\section*{Pinning factor and effective work function of a metal gate on HfO$_2$}

The flat-band voltage of a gate stack responds to the effective work function $\phi_{\rm eff}$, the depth of the metal Fermi level $E_F$ below the vacuum level carried by the bulk of the dielectric. It differs from the vacuum work function $\phi_M$ because metal wave functions tail into the HfO$_2$ gap (metal-induced gap states, Heine 1965). These states are neutral when filled to the charge neutrality level (CNL), at depth $\phi_{\rm CNL}$ below the local vacuum level, negative when filled higher and positive when filled lower. All $\phi$ are positive energies in eV, $e>0$, and the stack is at flat band, with no field in the bulk of the dielectric and, until the last section, no other charge or dipole.

The inputs are typical or illustrative: Si electron affinity 4.05 eV and gap $E_g=1.12$ eV, so that the band-edge targets are 4.05 and 5.17 eV; $\phi_{\rm CNL}=4.6$ eV; optical permittivity of HfO$_2$ $\epsilon_\infty=4.0\,\epsilon_0$; decay length of the gap-state density $\lambda=0.18$ nm; and an unscreened distance $\delta_0=0.05$ nm between the countercharge in the metal and the start of the dielectric, of the order of a metallic screening length. One state per surface Hf site (about $10^{15}$ cm$^{-2}$) spread over a gap of about 6 eV suggests a scale of $2\times10^{14}$ cm$^{-2}$eV$^{-1}$ for the gap-state density $D$. The value used, $D=5\times10^{13}$ cm$^{-2}$eV$^{-1}$, was chosen so that the careful calculation lands near the pinning factor of about 0.5 typically quoted for HfO$_2$. That the model returns this value therefore confirms nothing.

\subsection*{Estimate by hand}

A change of $\phi_M$ is shared like a voltage on two capacitors in series. One part moves $E_F$ through the gap states and appears as a change of $\phi_{\rm eff}$. The remainder drops across the dipole between the gap-state charge and its countercharge on the metal. The states take up $1.6\times10^{-19}\,{\rm C}\times5\times10^{13}$ per cm$^2$ and volt, so $C_D\approx8\ \mu$F/cm$^2$. Their charge sits about one tail length, 0.2 nm, inside a medium of relative permittivity 4, so $C_\delta\approx4\times9\times10^{-14}/(2\times10^{-8})=18\ \mu$F/cm$^2$. Call $C_D/C_\delta$ one half. Both capacitors carry the same charge, so the smaller one takes the larger voltage, and the share that moves $E_F$ through the states is $C_\delta/(C_\delta+C_D)\approx2/3$.

To sweep $\phi_{\rm eff}$ over 1.1 eV, the two gate metals must then differ by $1.1\times1.5=1.65$ eV. The CNL lies near Si midgap, so they sit at $4.6\mp0.55\times1.5$, about 3.8 and 5.4 eV. Hf and Pt, with typical vacuum work functions of 3.9 and 5.65 eV, differ by 1.75 eV and would span 1.17 eV on the dielectric, just wider than the Si gap.

\subsection*{Careful calculation}

\emph{Sheet of states.} Following Cowley and Sze (1965), place the states in a plane at distance $\delta$ from the metal charge, with permittivity $\epsilon_i$ in between and $D$ constant in energy. Let $u=E_F-E_{\rm CNL}=\phi_{\rm CNL}-\phi_{\rm eff}$. The sheet carries $\sigma=-eDu$ and the metal $+eDu$. For $u>0$ the electron energy rises from the metal towards the negative sheet, so the vacuum level steps up:
\begin{equation}
\phi_{\rm eff}=\phi_M+\frac{e^2D\delta}{\epsilon_i}\,(\phi_{\rm CNL}-\phi_{\rm eff}).
\end{equation}
Solving for $\phi_{\rm eff}$ gives
\begin{equation}
\phi_{\rm eff}=\phi_{\rm CNL}+S\,(\phi_M-\phi_{\rm CNL}),\qquad S=\frac{1}{1+e^2D\delta/\epsilon_i}.
\label{eq:S}
\end{equation}
Here $D$ is per joule; with $D$ per eV, $e^2D$ is evaluated as $e$ in coulomb times $D$, which is the capacitance $C_D$. $S=1$ is the unpinned limit and $S=0$ complete pinning at the CNL. Inverting Eq.~\eqref{eq:S} for the two targets and subtracting removes $\phi_{\rm CNL}$:
\begin{equation}
\phi_{M,p}-\phi_{M,n}=E_g/S .
\label{eq:span}
\end{equation}
The CNL decides only where the window lies.

The distance has two parts in series, $\delta/\epsilon_i=\lambda/\epsilon_\infty+\delta_0/\epsilon_0$, since the centroid of an exponential tail lies at depth $\lambda$. With $e^2D/\epsilon_0=9.048$ nm$^{-1}$,
\begin{equation}
a=\frac{e^2D\lambda}{\epsilon_\infty}=0.4071,\qquad b=\frac{e^2D\delta_0}{\epsilon_0}=0.4524,
\end{equation}
so $1/S=1+a+b=1.8595$ and $S=0.538$. The extra digits serve only to compare the terms.

\emph{Distributed states.} The tail occupies the same region as the potential drop, so states at different depth $x$ see different $u(x)=E_F-E_{\rm CNL}(x)$. Take a local density of states $(D/\lambda)\exp(-x/\lambda)$ per volume and energy, filled according to the local $u$. The charge density is $-e(D/\lambda)\exp(-x/\lambda)\,u$, and $u$ equals $e$ times the electrostatic potential plus a constant, so Poisson's equation reads
\begin{equation}
\frac{d^2u}{dx^2}=\frac{a}{\lambda^2}\exp(-x/\lambda)\,u .
\end{equation}
The variable $s=2\sqrt a\,\exp(-x/2\lambda)$ turns this into $u_{ss}+u_s/s-u=0$, solved by the modified Bessel functions $I_0$ and $K_0$. $K_0$ grows linearly in $x$ at depth, which is a bulk field, and flat band excludes it. Hence $u=u_\infty I_0(s)$ with $u_\infty=\phi_{\rm CNL}-\phi_{\rm eff}$ and $u'(0)=-u_\infty(\sqrt a/\lambda)I_1(2\sqrt a)$. Continuity of the displacement makes the slope in the unscreened layer $\epsilon_\infty/\epsilon_0$ times larger, so $\phi_{\rm CNL}-\phi_M=u(0)-\delta_0(\epsilon_\infty/\epsilon_0)u'(0)$. Using $\delta_0\epsilon_\infty/(\epsilon_0\lambda)=b/a$, the linear law of Eq.~\eqref{eq:S} survives with
\begin{equation}
\frac1S=I_0(2\sqrt a)+\frac{b}{\sqrt a}\,I_1(2\sqrt a)=1+a+b+\frac{a^2}{4}+\frac{ab}{2}+\dots
\label{eq:full}
\end{equation}
The sheet formula is the first order in $D$. Numerically $1/S=1.4505+0.5509=2.0014$, so $S=0.50$. The model asks for $\phi_{M,n}=4.6-0.55/S=3.50$ eV and $\phi_{M,p}=4.6+0.57/S=5.74$ eV, a span of 2.24 eV. Hf and Pt now reach $\phi_{\rm eff}=4.25$ and 5.12 eV, a span of 0.87 eV, short of the Si gap.

\subsection*{Why the two differ}

The careful span exceeds the hand value by 36 per cent. Since the span is proportional to $1/S$, the causes add in that quantity.

\begin{center}
\begin{tabular}{lccc}
Step & $1/S$ & $S$ & span (eV)\\ \hline
Hand estimate & 1.500 & 0.667 & 1.65\\
Unrounded inputs, $1+a$ & 1.407 & 0.711 & 1.58\\
Unscreened layer added, $1+a+b$ & 1.860 & 0.538 & 2.08\\
States distributed, Eq.~\eqref{eq:full} & 2.001 & 0.500 & 2.24\\
\end{tabular}
\end{center}

Rounding changes $1/S$ by $-0.093$: the tail was rounded up from 0.18 to 0.2 nm and the ratio $8/18=0.44$ up to one half. Both overstated the pinning and hid part of the discrepancy.

The unscreened layer adds $+0.452$, the bulk of the net $+0.501$. The hand estimate dropped it because 0.05 nm looks small beside 0.2 nm, but the dipole depends on distance divided by relative permittivity. On that scale the tail counts $0.18/4.0=0.045$ nm and the thin layer counts its full 0.05 nm. It is the same arithmetic that lets a thin SiO$_2$ interlayer dominate an equivalent oxide thickness.

The spread of the states adds $+0.142$, of which $a^2/4$ gives 0.041 and $ab/2$ gives 0.092. The sheet fills every state according to $u_\infty$. In the distributed picture the states nearest the metal lie where the dipole step is incomplete, $|u|$ is larger there, and the total charge at given $u_\infty$ is larger by the factor $I_1(2\sqrt a)/\sqrt a$, or 22 per cent. The correction always strengthens the pinning, because every term of the series in Eq.~\eqref{eq:full} is positive.

\subsection*{How far the numbers carry}

The least certain input controls the largest term. At fixed $D$, $\delta_0=0$ gives $S=0.69$ and $\delta_0=0.10$ nm gives $S=0.39$, spans of 1.6 and 2.9 eV. If ions relaxed fully inside the tail, so that a typical static permittivity of $20\,\epsilon_0$ replaced $\epsilon_\infty$, $S$ would be 0.64. Each shift exceeds the effect of distributing the states. Constant $D$ is also assumed while $|u(0)|$ reaches $0.57\times1.4505=0.83$ eV at the p-type target, and a local filling rule over one atomic layer is schematic. The model's result is thus $S\approx0.5$ and a span of about 2.2 eV, with the slope set by the choice of $D$.

A dipole $\Delta$ at the HfO$_2$/SiO$_2$ interface, such as La or Al capping produces, adds to the work function seen by the channel without the factor $S$. With $\Delta_n<0$ under the n gate and $\Delta_p>0$ under the p gate, Eq.~\eqref{eq:span} becomes
\begin{equation}
\phi_{M,p}-\phi_{M,n}=\frac{E_g-(\Delta_p-\Delta_n)}{S}.
\end{equation}
Such dipoles, and the shifts from oxygen vacancies after hot anneals, are typically a few tenths of an eV, comparable to the pinning shift itself. A dipole common to both gates cancels from the span, while each 0.1 eV of difference between them saves 0.20 eV of vacuum work function span in the model.